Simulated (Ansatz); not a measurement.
# BH2OF (SMILES OBF): methods side by side

BH2OF has 5 atoms, charge 0, and is taken as a singlet. As SMILES, `OBF`. The shape is that of a PBE0-D4/def2-TZVP optimisation. This is one conformer, not always the lowest.

```xyz
5

O    -0.9654    0.1574    0.1569
B     0.3650   -0.0302    0.2011
F     1.0392   -0.3237   -0.9095
H    -1.3372    0.0574   -0.7258
H     0.9483    0.0654    1.2360
```

Quantity: the energy change with the O1–B2 bond stretched from 1.344 to 1.680 Å, in eV. The values are calculated.

```json
{"level": "HF/STO-3G (restricted)", "kind": "Hartree–Fock", "program": "Ansatz", "value (eV)": "1.91", "less FCI/STO-3G": "+0.39", "CPU time (all runs)": "0.16 s"}
{"level": "SVWN5/STO-3G (restricted)", "kind": "LDA", "program": "Ansatz", "value (eV)": "1.53", "less FCI/STO-3G": "+0.01", "CPU time (all runs)": "1.2 s"}
{"level": "revPBE/STO-3G (restricted)", "kind": "GGA", "program": "Ansatz", "value (eV)": "1.24", "less FCI/STO-3G": "-0.28", "CPU time (all runs)": "1.8 s"}
{"level": "r2SCAN/STO-3G (restricted)", "kind": "meta-GGA", "program": "Ansatz", "value (eV)": "1.48", "less FCI/STO-3G": "-0.04", "CPU time (all runs)": "4.2 s"}
{"level": "wB97M-V/STO-3G (restricted)", "kind": "range-separated hybrid", "program": "Ansatz", "value (eV)": "1.59", "less FCI/STO-3G": "+0.07", "CPU time (all runs)": "32 s"}
{"level": "B2PLYP/STO-3G (restricted)", "kind": "double hybrid", "program": "Ansatz", "value (eV)": "1.58", "less FCI/STO-3G": "+0.06", "CPU time (all runs)": "2.4 s"}
{"level": "CCSDT(Q)/STO-3G (restricted)", "kind": "coupled cluster or CI", "program": "Ansatz", "value (eV)": "1.51", "less FCI/STO-3G": "-0.01", "CPU time (all runs)": "1.6 s"}
{"level": "FCI/STO-3G", "kind": "exact in the basis", "program": "Ansatz", "value (eV)": "1.52", "less FCI/STO-3G": "0.00", "CPU time (all runs)": "20 s"}
```

FCI/STO-3G is exact within its basis and frozen core, so for wave-function methods in that basis the difference is their error; functionals converge differently with the basis, so for them it is only a difference. The first shape isn't each level's own minimum. The values span 1.24 to 1.91 eV. All rows use very small basis sets, so even the best lies far from the true value. CPU times are rough (shared hosts, several kinds of processor): they show what a rung costs within a factor of a few.

Stretching the B–O bond costs 1.52 eV at the full-CI level, and restricted Hartree–Fock overshoots this by 0.39 eV. The correlation energy therefore grows in magnitude as the bond lengthens. The bonding and antibonding σ orbitals draw closer together, and a single closed-shell determinant cannot keep the electrons apart on the two atoms. Stretching also weakens π donation from the oxygen lone pair into the formally empty boron p orbital, which is part of the energy cost in every row. CCSDT(Q) recovers almost all the missing correlation, so the stretched bond is still well within reach of a single-reference treatment.

Among the functionals, revPBE gives the softest stretch, probably because its gradient-dependent exchange favours the more inhomogeneous density of the elongated bond. The near-coincidence of LDA with full CI suggests cancellation between exchange and correlation errors, not a better description than the higher rungs give. Because the bond is only partly stretched, the ranking cannot be carried over to its dissociation energy.
